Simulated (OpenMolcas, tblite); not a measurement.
**A ladder of methods for GaH2O2F (SMILES [OH][Ga]([OH])[F])**

GaH2O2F has 6 atoms, charge 0, and is taken as a singlet. As SMILES, `[OH][Ga]([OH])[F]`. The coordinates come from a PBE0-D4/def2-TZVP relaxation. This is one conformer, not always the lowest.

Quantity: the vertical ionisation energy (to the doublet cation), in eV. The values are calculated.

```csv
level,kind,program,value (eV),less CCSD(T)/6-31G*,CPU time (all runs)
IPEA1-xTB,semi-empirical,tblite,17.12,+5.28,under 2 s
HF/6-31G* (spherical functions),Hartree–Fock,OpenMolcas,10.81,-1.03,19 s
SVWN5/6-31G* (spherical functions),LDA,OpenMolcas,11.81,-0.03,64 s
PBE/6-31G* (spherical functions),GGA,OpenMolcas,11.03,-0.81,2 min
r2SCAN/6-31G* (spherical functions),meta-GGA,OpenMolcas,11.32,-0.52,2.5 min
B3LYP/6-31G* (Cartesian functions),global hybrid,OpenMolcas,11.49,-0.35,83 s
"CCSD(T)/6-31G* (spherical functions), open shells restricted",coupled cluster or CI,OpenMolcas,11.84,0.00,2.7 min
```

CCSD(T)/6-31G* (spherical functions), open shells restricted is the highest level here, not the true value. All-electron rows without a relativistic Hamiltonian named are non-relativistic. The values span 10.81 to 17.12 eV. The xTB values lack the empirical shift that such differences need. In the correlated wave-function rows the outer d shell of Ga is correlated, in sets not made for it. CPU times are rough (shared hosts, several kinds of processor): they show what a rung costs within a factor of a few.

Apart from the unshifted xTB value, every method places the ionisation energy below the coupled-cluster result, with Hartree–Fock lowest at 10.81 eV. The electron removed probably comes from an oxygen lone pair of the hydroxyl groups: gallium(III) has no valence electrons left outside its filled d shell, and fluorine holds its lone pairs more tightly than oxygen. Ionisation breaks up an electron pair, so the neutral molecule usually has more correlation energy to lose than the cation, which probably explains why Hartree–Fock falls short by 1.03 eV.

The density functionals do not improve steadily up the ladder. From PBE through r2SCAN to B3LYP the gap to coupled cluster narrows, yet SVWN5 comes closest of all, at 11.81 eV. That near-match for a single energy difference does not show that LDA describes the molecule or its cation better. Nor is it shown to survive a larger basis, where the coupled-cluster value would probably rise as more of the pair correlation is recovered.
